## Question

The table lists the lowest singlet excitations of phenylgermane, a benzene ring that carries a GeH₃ group.

Vertical singlet excitations of phenylgermane (C6H8Ge) in the gas phase were computed with PySCF 2.14.0 using TDDFT at the wB97X-D/def2-SVPD level, with density fitting and core orbitals frozen in the response. The geometry is from PBE0-D3(BJ)/def2-SVP. Each row gives the leading orbital pair; n/a means that an orbital lies outside the listed range HOMO-3 to LUMO+2.

| state | from | to | energy (eV) | f | weight of the pair | orbital energy difference (eV) |
| --- | --- | --- | --- | --- | --- | --- |
| 1 | HOMO-1 | LUMO | 5.40 | 0.001 | 0.50 | 10.30 |
| 2 | HOMO | LUMO | 6.07 | 0.047 | 0.62 | 10.20 |
| 3 | HOMO-2 | LUMO | 6.87 | 0.007 | 0.96 | 11.67 |
| 4 | HOMO-1 | LUMO+1 | 6.93 | 0.601 | 0.54 | 10.53 |
| 5 | HOMO | LUMO+1 | 6.96 | 0.676 | 0.43 | 10.43 |
| 6 | HOMO-2 | LUMO+1 | 7.07 | 0.003 | 0.96 | 11.90 |
| 7 | HOMO | LUMO+2 | 7.27 | 0.003 | 0.64 | 10.99 |
| 8 | HOMO-1 | LUMO+2 | 7.40 | 0.000 | 0.57 | 11.09 |
| 9 | HOMO-5 | LUMO | 7.73 | 0.001 | 0.86 | n/a |
| 10 | HOMO | LUMO+3 | 7.87 | 0.006 | 0.52 | n/a |

HOMO and LUMO are the highest filled and the lowest empty orbital; HOMO-1 lies one below the HOMO, LUMO+1 one above the LUMO. The orbital energy difference belongs to the leading pair, whose share in the state is the weight. The oscillator strength f measures how strongly the state absorbs light.

HOMO, HOMO-1, LUMO and LUMO+1 are π orbitals of the ring. HOMO-2 is mainly the σ bond between germanium and carbon, and LUMO+2 sits mostly on the GeH₃ group. In the same calculation state 1 also contains HOMO→LUMO+1 with weight 0.44, and state 2 contains HOMO-1→LUMO+1 with weight 0.32. States 5 and 4 are built mainly from the same two pairs as states 1 and 2, respectively.

A simple picture says that an excitation costs the orbital energy difference less a shift, because the excited electron is attracted by the hole it leaves. The shift should be steady among excitations of one kind: within the ring, from the Ge–C bond to the ring, or from the ring to the GeH₃ group.

(a) Which of states 1 to 8 break this picture?

(b) How large are the breaks, measured against a model in which both states made from the same two pairs have the same shift?

(c) What causes them, and do the weights support that cause?

(d) Why do states 1 and 2 absorb so weakly, although states 4 and 5 are made from the same orbitals?

## Model answer

**(a)** The shift has a plain origin. An empty orbital's energy describes an electron added to the neutral molecule, whereas an excited electron also feels the positive hole. If the two were very far apart, the shift would vanish; within one small molecule it amounts to several electronvolts. It should stay steady as long as hole and electron occupy similar regions and one pair of orbitals, or one fixed mixture of pairs, describes the state.

Two couples behave in this way. From state 3 to state 6 the electron goes to LUMO+1 instead of LUMO, and the energy rises by 0.20 eV where the orbital difference rises by 0.23 eV. From state 7 to state 8 the hole moves from HOMO to HOMO-1, and the two steps again agree to a few hundredths of an electronvolt.

The four ring states 1, 2, 4 and 5 break the picture. Their orbital energy differences lie within 0.33 eV of one another, yet their energies spread over 1.56 eV. States 1 and 2 even come in the wrong order: state 1 is lower in energy but has the larger orbital difference.

**(b)** States 1 and 5 have a mean shift of 4.19 eV. With that shift for both, they would be only 0.13 eV apart, the step between their leading pairs. The calculation puts them 1.56 eV apart, so state 1 lies about 0.7 eV too low and state 5 equally far too high. For states 2 and 4 the same reasoning gives a break of about 0.3 eV each way.

The equal size of the two breaks in a couple follows from using the mean shift. The size itself carries the information: it far exceeds the few hundredths by which the regular couples miss.

**(c)** The cause is the mixing of configurations. A configuration here is one electron moved from one particular filled orbital to one particular empty orbital. Two configurations of similar energy interact through the repulsion between electrons, and the true states are combinations of both. One combination is pushed down, the other up, and their mean energy stays where it was.

Benzene is the clearest limiting case. There HOMO and HOMO-1 have the same energy, and so do LUMO and LUMO+1, so orbital energies alone would give four equal excitations. The interaction nevertheless separates them into two weak low states and a bright pair above. In phenylgermane the GeH₃ group disturbs the ring only slightly, and the benzene pattern survives.

The weights allow a check with no fitted constant. Let d be the energy gap between two configurations before they mix, S the gap between the resulting states, and p the share of the lower configuration in the lower state. That configuration's own energy is the average of the two state energies, weighted by p and 1 − p. Measured from the common mean, this reads

−d/2 = p(−S/2) + (1 − p)(S/2), and therefore p = ½(1 + d/S).

Both limits make sense. Without interaction S equals d, and the lower state is a single configuration. If the configurations start at equal energy, d is zero and each contributes half, however weak the interaction is.

For states 2 and 4, take d from the orbital differences, which assumes that both configurations have the same shift before mixing. Then p = ½(1 + 0.33/0.86) = 0.69. The computed weights of state 2 give 0.62/(0.62 + 0.32) = 0.66. For states 1 and 5 the estimate is 0.54 and the computed share 0.53. The energies and the weights thus tell the same story.

**(d)** Each configuration brings its own transition dipole, the oscillating charge displacement that couples to light. In benzene-like rings the two contributions nearly cancel in the lower combination and add in the upper one. This is established theory; the table shows its result. State 1 has f = 0.001 and state 2 has 0.047, while states 4 and 5 together reach 1.28.

The difference between the two weak states fits the same argument. In state 1 the configurations have almost equal shares, so the cancellation can be nearly complete. In state 2 one of them dominates, and part of its dipole is left over.

## Remarks on the reasoning

A good answer doesn't take the leading pair for the whole state. The label "HOMO-1 to LUMO" describes only half of state 1, and the interaction with the other half explains its low energy. A weight near one half is therefore a warning that an orbital difference may mislead. The decisive quantity is the gap between the configurations compared with their interaction: a substituent that separated the ring orbitals more strongly, but kept their shapes and order, would make states 2 and 4 more like single pairs and weaken the cancellation in state 2. For states 1 and 5 the gap is the difference between the separation of the two empty orbitals and that of the two filled ones, so they would stay well mixed if both separations grew alike.

The two checks in part (c) don't carry equal weight. Configurations mix in nearly equal shares whenever their gap is small compared with their interaction, so the agreement for state 1 says little about the details. State 2 is the better test, because its estimate lies well away from one half. The splitting itself was taken from the calculation, so the model explains how energies and weights belong together but doesn't predict the strength of the interaction.

A careful candidate will also see that the steady shift differs from one kind of excitation to another. It is about 4.8 eV for states 3 and 6, where the hole is in the σ bond, but 3.7 eV for states 7 and 8, where the electron goes mainly to the GeH₃ group. This helps state 3 to arrive just below state 4, although its orbital difference is 1.14 eV larger. A likely reason is distance: an electron on the GeH₃ group is farther from a hole in the ring and is attracted less. Distance can't be the only influence, though: in the ring couples hole and electron share the ring, yet the mean shifts are only about 4.2 and 3.9 eV, less than for states 3 and 6. Exchange repulsion is expected to matter too: it raises a singlet most when the two orbitals overlap strongly in space, as the π orbitals of one ring do. How much each effect contributes remains open, since the calculation doesn't split the shift into its parts, and states 7 and 8 also contain a sizeable share of excitation to LUMO+3.

Some numbers deserve less trust than the pattern. States 4 and 5 are only 0.03 eV apart and mix with each other, so a small change of method could alter their order and their separate strengths; the sum is safer. For benzene, this kind of calculation places the lowest singlet too high and too close to the next one, so the gap between states 1 and 2 should not be read as a measured one. The energies of states 7 and 8 may depend on how well the basis describes spread-out orbitals.

The assignment matters if phenylgermane serves as a germanium source in light-assisted film growth. The strong absorption near 7 eV excites the ring, while the nearby excitations out of the Ge–C bond absorb hardly any light themselves. Which bond breaks afterwards is a separate question, because these energies belong to a molecule that has not yet moved. Spin-orbit coupling, left out here, could also open paths to triplet states near the germanium atom.

The shifts, splittings and shares used above are collected in the printed output that follows.

Numerical output:

```
Shift from orbital difference to excitation energy:
  row  energy_eV  orbital_difference_eV  shift_eV
    1        5.4                   10.3       4.9
    2       6.07                   10.2      4.13
    3       6.87                  11.67       4.8
    4       6.93                  10.53       3.6
    5       6.96                  10.43      3.47
    6       7.07                   11.9      4.83
    7       7.27                  10.99      3.72
    8        7.4                  11.09      3.69
    9       7.73                    n/a       n/a
   10       7.87                    n/a       n/a
Energy splitting of states 1 and 5 (eV): 1.56
Orbital step between their leading pairs (eV): 0.13
Energy splitting of states 2 and 4 (eV): 0.86
Orbital step between their leading pairs, states 2 and 4 (eV): 0.33
Mean shift of states 1 and 5 (eV): 4.185
Mean shift of states 2 and 4 (eV): 3.865
Break of states 1 and 5 from their mean shift, down and up (eV): 0.715
Break of states 2 and 4 from their mean shift, down and up (eV): 0.265
Estimated share of the leading pair in state 1 (two-pair model): 0.5417
Computed share of the leading pair in state 1 (of the two pairs): 0.533
Estimated share of the leading pair in state 2 (two-pair model): 0.6919
Computed share of the leading pair in state 2 (of the two pairs): 0.6603
Energy step from state 3 to 6 (eV): 0.2
Orbital step from state 3 to 6 (eV): 0.23
Energy step from state 7 to 8 (eV): 0.13
Orbital step from state 7 to 8 (eV): 0.1
Mean shift of states 3 and 6 (eV): 4.815
Mean shift of states 7 and 8 (eV): 3.705
Mean shift of 3 and 6 less that of 7 and 8 (eV): 1.11
Energy of state 4 less that of state 3 (eV): 0.06
Orbital difference of state 3 less that of state 4 (eV): 1.14
Summed oscillator strength of states 4 and 5: 1.277
```
